## What to control

If the gap of a strained film has to hold to within about 10 meV, the decision is which part of the strain to control: the change of volume, or the difference in length between the cubic axes. In zincblende CsH the second matters more when one axis is stretched against the other two. As orders of magnitude, 1 % of volume moves the gap by about 5 meV, and 1 % of such a difference between the axes lowers it by roughly 10 meV. The cell is a model, because real CsH prefers the rocksalt structure at ambient conditions, so these values teach the mechanism and should not go into a specification.

Zincblende CsH (F-43m, conventional a = 6.990 Å unstrained), computed with Ansatz 0.2.0 using HSE06, plane-wave PAW, a 420 eV cutoff, a 4×4×4 k mesh and no spin polarisation, at r2SCAN geometries. Changes are relative to the unstrained cell. Epitaxial strain leaves the normal free, uniaxial strain holds the sides fixed, and shear is the engineering angle.

```csv
strain kind,strain (%),band gap (eV),band gap change (eV),least direct gap change (eV)
epitaxial 111,-3,3.770,-0.011,-0.005
epitaxial xy,-0.5,3.766,-0.015,-0.024
hydrostatic,-2,3.748,-0.033,-0.016
shear xy,-0.5,3.781,0.000,0.000
uniaxial 111,-0.5,3.779,-0.002,-0.001
```

Strain is the relative change of length that was set, negative for compression; in the shear row it is the shear angle. It differs from row to row, so the changes have to be compared per percent. Hydrostatic compression then costs 16.5 meV of gap per 1 %, and the two 111 rows about 4 meV. Epitaxial xy, although its set strain is only 0.5 %, costs 30 meV per 1 %.

## Three valleys, one gap

The highest filled state lies at or near the point W of wavevector space. The lowest empty states lie at X, and there are three such valleys, one for each cubic axis. In the cubic crystal they have the same energy. The gap counts only the lowest of them, so any strain that separates the valleys about a fixed mean lowers the gap.

A tetragonal strain, which makes one cubic axis longer or shorter than the other two, separates the valleys in proportion to its size. A shear does not. A half-turn about a cubic axis lying in the plane of the shear reverses the shear but leaves the levels at X as they were; at W the same holds once time reversal is added. Positive and negative shear must therefore have the same effect, which excludes a linear term.

This accounts for the zero in the shear row. It also accounts for the mildness of the 111 rows, because a strain along the body diagonal consists of a volume change and three equal shears. To first order only the volume change reaches the gap.

## What volume does

The hydrostatic row shows the volume effect alone: the gap falls by 33 meV. About half of this is a fall of the direct gap at X. The other half arises because the valence level at W moves further above the one at X, from 32 to 48 meV.

The valence band belongs to the hydride ions, which form a face-centred cubic lattice. Its levels at the zone centre and at the points L and X are spaced nearly as in a simple s band, in which only nearest hydride ions couple. Compression should increase the overlap between these ions, widen the band and raise its top relative to its centre. The gap at X then narrows if the empty level does not rise as much; the shares of the two levels are not separated here.

In the simple band X and W lie at the same height, however strong the overlap. The separation between them is therefore a small remainder, left by weaker effects such as coupling between more distant hydride ions or mixing with caesium states. A small remainder can grow by half while the band as a whole changes far less. Which of these effects drives the growth here remains open.

## The irregular row, worked in full

The model adds two parts:

gap change = a · ln(V/V₀) + splitting part

Here V/V₀ is the volume relative to the unstrained cell. The constant a = 544 meV is set by the hydrostatic row, which is therefore no test of the model.

In epitaxial xy two axes shrink by 0.5 %, while the free normal expands by 1.145 %. The volume ratio is 0.995² × 1.01145 = 1.0014, a slight growth. The volume part is thus about +0.7 meV, so compression cannot be what lowers this gap.

The axes now differ by 1.6 %, and the X valleys separate by 19.2 meV, with the valley of the stretched axis lowest. One valley moves down and two move up, so the lowest lies two thirds of the separation, 12.8 meV, below the mean. On the valence side the top rises 2.3 meV above the mean of the W levels.

The sum is 0.7 − 12.8 − 2.3 = −14.4 meV, against −15 meV in the table. The splittings were read from the same calculation, so this agreement is mostly an accounting of the fall. The real test is the gap between the valley means, which should follow volume alone. It rises by 0.5 meV where the volume law gives 0.7 meV. Both values are so small that this test is a weak one.

The two-thirds rule also covers the opposite case. If the film is stretched in the plane and its normal shrinks by the same amounts, two valleys go down and one goes up. The lowest then lies only one third of the separation below the mean, so the conduction edge should fall about half as far.

## Why the direct gap falls even more

Epitaxial xy is the only row in which the least direct gap falls further than the gap itself. A direct gap takes both its edges from the same point, here the X point of the stretched axis. There the empty level sinks by 12.8 meV and the filled level rises by 10.8 meV, each relative to its mean over the three X points. Together they give the 24 meV of the table. The indirect gap escapes most of the second shift because its valence edge lies near W, where the levels separate only about a third as much as at X.

## Where the volume law is too simple

For uniaxial 111 the volume law gives −2.7 meV against a computed −2 meV. For epitaxial 111 it gives −16.5 meV against −11 meV, an overshoot of half the computed change. Part of this is probably curvature in the volume law, since uniaxial 111 shows a gentler slope at small compression. A simple curve through that row and the hydrostatic one still overshoots, however. The rest probably comes from the quadratic effect of the shear, which is no longer small at 3 % strain. The direction of the trend survives, but the slope should not be carried to large 111 strains. The printed analysis below sets the model beside every row.

## A soft crystal magnifies a small mismatch

The free normal answers the 0.5 % squeeze with more than twice that expansion, so the axes end up over three times as far apart as the squeeze alone would set them. The gap feels less of this, because the expansion also gives back the volume that the squeeze took away. With the normal held fixed, the model would still give a fall of about 10 meV, roughly half from volume and half from splitting. The strong answer of the normal is a matter of softness. Each bond of the tetrahedral network points along a body diagonal. A tetragonal distortion at fixed volume bends the angles between such bonds but, to first order, leaves their lengths alone. Weak resistance to bending, plausible in an ionic crystal, then makes the distortion cheap.

The size of this answer is the uncertain part. The r2SCAN geometry has the normal expanding 2.3 times as much as the plane shrinks, whereas a stable cubic crystal must stay below 2. By the HSE06 stresses the crystal does resist this distortion, though weakly, and the normal should expand by nearer 0.8 %. That would trim the splitting part by about a fifth, but the whole fall of the gap by only about a tenth, because the volume would then shrink slightly instead of growing. All stresses are loosely converged. The HSE06 energy also rises slightly under this strain, as it must if the lattice resists the distortion weakly; whether it resists at all in r2SCAN remains open.

Output of the analysis:

```
Gap changes in meV:
            row  gap change per 1 % set strain  volume change %  volume part  splitting part     sum  sum less computed
  epitaxial 111                         -3.667           -2.991       -16.53               0  -16.53             -5.532
   epitaxial xy                            -30           0.1364        0.742          -15.11  -14.37             0.6287
    hydrostatic                          -16.5           -5.881          -33               0     -33                  0
       shear xy                              0                0            0               0       0                  0
   uniaxial 111                             -4             -0.5       -2.729               0  -2.729            -0.7292
Volume slope from the hydrostatic row, meV per 1 % of volume: 5.445
Epitaxial xy, tetragonal distortion (normal less in-plane strain), %: 1.645
Epitaxial xy, splitting of the X conduction valleys, meV: 19.21
Epitaxial xy, lowest X valley relative to the valley mean, meV: -12.81
Epitaxial xy, gap change from the valence top lying above the W mean, meV: -2.307
Epitaxial xy, change of the gap between valley means, meV: 0.4503
Epitaxial xy, direct gap change from valence splitting at X, meV: -10.81
Epitaxial xy, direct gap change from both splittings at X, meV: -23.61
W above X in the valence band, unstrained, meV: 31.63
W above X in the valence band, hydrostatic row, meV: 48.13
Power of length that this growth would need: -20.77
Valence band, rise from Gamma to L over rise from Gamma to X (fcc s band 0.75): 0.7544
Epitaxial xy, normal expansion over in-plane squeeze in r2SCAN (stable cubic crystal below 2): 2.291
C11 less C12 from HSE06 stresses, rough, GPa: 1.38
Normal expansion expected from HSE06 stresses, rough, %: 0.8349
```
